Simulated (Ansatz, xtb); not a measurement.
C3H7BGeN2: which of two isomers lies lower

We compare X, `Bc1[nH]nc[c]1[GeH3]`, a singlet, with Y, `Bn1c[c]([GeH3])cn1`, a singlet. Both are isolated molecules in the gas phase, relaxed with PBE0-D3(BJ)/def2-SVP; the shapes shown needn't be the lowest conformers.

X (Å):

```yaml
atoms:
  - { symbol: C, position_ang: [0.0992, -0.0403, -0.7526] }
  - { symbol: C, position_ang: [1.2592, -1.9183, -0.4636] }
  - { symbol: C, position_ang: [0.1376, -1.2203, 0.0181] }
  - { symbol: B, position_ang: [-0.8472, 1.1495, -0.7548] }
  - { symbol: Ge, position_ang: [-1.0783, -1.7596, 1.4237] }
  - { symbol: N, position_ang: [1.1749, -0.1521, -1.5943] }
  - { symbol: N, position_ang: [1.8738, -1.2483, -1.4443] }
  - { symbol: H, position_ang: [-1.7758, 1.1825, 0.0151] }
  - { symbol: H, position_ang: [-0.6696, 2.0635, -1.5276] }
  - { symbol: H, position_ang: [1.4538, 0.5264, -2.2945] }
  - { symbol: H, position_ang: [1.6523, -2.8827, -0.1426] }
  - { symbol: H, position_ang: [-2.5126, -1.8800, 0.8826] }
  - { symbol: H, position_ang: [-0.6097, -3.1298, 1.9436] }
  - { symbol: H, position_ang: [-1.0591, -0.7416, 2.5763] }
```

Y (Å):

```xyz
14

C    -0.4245   -0.4289   -0.7779
C    -0.0398   -1.3775    0.1315
C     0.7709   -0.6277    1.0532
B    -0.0131    2.0353   -1.0642
Ge   -0.4943   -3.2552    0.1427
N     0.1266    0.7794   -0.4038
N     0.8635    0.6354    0.7327
H     0.5378    2.9934   -0.5987
H    -0.6871    2.0546   -2.0623
H    -1.0466   -0.4979   -1.6685
H    -1.3933   -3.5405   -1.0715
H     0.7820   -4.1099    0.0560
H    -1.2429   -3.6118    1.4386
H     1.2837   -0.9993    1.9421
```

Q: Estimate E(Y) − E(X) at the level CCSD(T)/def2-SVP + ΔMP2/def2-TZVPP.

A: Calculated at CCSD(T)/def2-SVP + ΔMP2/def2-TZVPP: E(Y) − E(X) = −15.4 kcal/mol, so structure Y lies lower.

How the difference moves with the method:

```json
{"level": "GFN2-xTB", "geometry": "GFN2-xTB", "E(Y) − E(X) (kcal/mol)": "−19.1", "departure from the last row (kcal/mol)": "−3.7", "job, with rough time for the two": "optimisation, 0.21 s"}
{"level": "HF/STO-3G", "geometry": "GFN2-xTB", "E(Y) − E(X) (kcal/mol)": "−24.5", "departure from the last row (kcal/mol)": "−9.1", "job, with rough time for the two": "single point, 0.84 s"}
{"level": "r2SCAN-D4/def2-SVP", "geometry": "GFN2-xTB", "E(Y) − E(X) (kcal/mol)": "−12.2", "departure from the last row (kcal/mol)": "+3.2", "job, with rough time for the two": "single point, 8.1 s"}
{"level": "PBE0-D3(BJ)/def2-SVP", "geometry": "PBE0-D3(BJ)/def2-SVP", "E(Y) − E(X) (kcal/mol)": "−12.8", "departure from the last row (kcal/mol)": "+2.6", "job, with rough time for the two": "optimisation, 2.8 min"}
{"level": "HF/def2-SVP", "geometry": "PBE0-D3(BJ)/def2-SVP", "E(Y) − E(X) (kcal/mol)": "−18.7", "departure from the last row (kcal/mol)": "−3.3", "job, with rough time for the two": "part of the CCSD(T) run"}
{"level": "MP2/def2-SVP", "geometry": "PBE0-D3(BJ)/def2-SVP", "E(Y) − E(X) (kcal/mol)": "−13.8", "departure from the last row (kcal/mol)": "+1.6", "job, with rough time for the two": "part of the CCSD(T) run"}
{"level": "CCSD(T)/def2-SVP", "geometry": "PBE0-D3(BJ)/def2-SVP", "E(Y) − E(X) (kcal/mol)": "−16.1", "departure from the last row (kcal/mol)": "−0.6", "job, with rough time for the two": "single point"}
{"level": "CCSD(T)/def2-SVP + ΔMP2/def2-TZVPP", "geometry": "PBE0-D3(BJ)/def2-SVP", "E(Y) − E(X) (kcal/mol)": "−15.4", "departure from the last row (kcal/mol)": "", "job, with rough time for the two": "single point, 3.3 min"}
```

As drawn, Y has 1 B–N, 1 C–H in place of 1 C–B, 1 N–H.

None of the levels shown reverses the order. The largest departure from CCSD(T)/def2-SVP + ΔMP2/def2-TZVPP is that of HF/STO-3G, 9.1 kcal/mol. The last row adds to CCSD(T) the change of the MP2 difference between the two basis sets, here +0.6 kcal/mol.

With thermal terms from frequencies at re-optimised GFN2-xTB minima (ideal gas, soft modes damped towards free rotors, one conformer each, 298.15 K, 1 atm): the zero-point term adds +0.2 kcal/mol; ΔH is −15.3 and ΔG −15.2 kcal/mol.

The correlated steps freeze 15 core orbitals; the filled d shell of Ge is correlated, in a basis made for valence electrons. Codes used: Ansatz 0.2.0, xtb 6.7.1; the last row on 2 threads of Arm Neoverse V1 on a shared host.

The isomer with boron on nitrogen, Y, is clearly favoured, and the thermal terms hardly alter the gap. The main reason is probably the exchange of a B–C and an N–H bond for a B–N and a C–H bond. The B–N bond is strong and polar, and the nitrogen π pair can delocalise into the empty boron p orbital, since the BH2 group lies in the ring plane. That donation draws on the same pair that supports the aromatic sextet, which should limit the gain. In X the boryl group is also coplanar and can accept π density from the ring, but through a less polar bond. The germyl group stays on the same ring carbon and is unlikely to decide the order.

In the def2-SVP basis, correlation lowers the preference for Y from −18.7 to −16.1 kcal/mol, and MP2 overshoots this correction. The order applies to isolated monomers; it needn't carry over to condensed phases, where N-borylpyrazoles readily dimerise to pyrazaboles through the free ring nitrogen.
